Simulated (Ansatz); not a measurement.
## Ligand exchange: InH2(OH) + CH4S → InH2(SH) + CH4O

Species: InH2(OH), singlet; CH4S (methanethiol) `CS`, singlet; InH2(SH), singlet; CH4O (methanol) `CO`, singlet. The partners trade OH for SH: In–OH and C–SH bonds give way to In–SH and C–OH.

Shapes, held fixed at every level: PBE0-D4/def2-TZVP. Programs: Ansatz 0.2.0. The zero-point and thermal change to 298 K, harmonic and unscaled (PBE0-D4/def2-TZVP), is +4.2 kJ/mol.

Question: Estimate ΔH(298 K) of this reaction.

Answer: The highest level, CCSD(T)/def2-TZVPP, gives ΔH(298 K) = -15.8 kJ/mol; the levels span -24.4 to -11.8. The column of differences is taken from that level and isn't an error. No measured value is set beside it here. For atoms past krypton def2 sets carry core potentials with scalar relativity. Correlated rows may include outer-core shells of In, which these sets cover unevenly.

| level | kind | ΔH(298 K) (kJ/mol) | less CCSD(T)/def2-TZVPP |
| --- | --- | --- | --- |
| BHLYP-D4/def2-TZVPP | global hybrid | -24.4 | -8.6 |
| r2SCAN0-D4/def2-TZVPP | global hybrid | -21.8 | -6.0 |
| wB97X-V/def2-TZVPP | range-separated hybrid | -15.1 | +0.7 |
| B2PLYP/def2-TZVPP | double hybrid | -13.5 | +2.3 |
| MP2/def2-SVP | perturbation theory | -24.2 | -8.4 |
| MP2/def2-TZVPP | perturbation theory | -11.8 | +4.0 |
| CCSD(T)/def2-TZVPP | coupled cluster or CI | -15.8 | 0.0 |

Every level makes the exchange exothermic, so indium's preference for sulfur over oxygen is greater than carbon's. This doesn't require In–SH to be stronger than In–OH: the balance also includes the gain from replacing C–S with C–O. Carbon's compact valence orbitals overlap better with oxygen 2p than with the more diffuse sulfur 3p, whereas indium's large 5s and 5p orbitals suit sulfur better. The strongly polar In–O bond opposes the exchange, but probably not enough to offset the covalent preference.

The sign is more secure than the size. Enlarging the MP2 basis moves the enthalpy from -24.2 to -11.8 kJ/mol, a larger shift than that from MP2 to CCSD(T) in the bigger basis. This suggests that describing polarisation and correlation evenly around oxygen and sulfur matters as much as the choice of correlation treatment, and that the coupled-cluster value may still move with a larger basis. The result concerns isolated monomers; bridging through oxygen or sulfur in aggregates could change the preference.
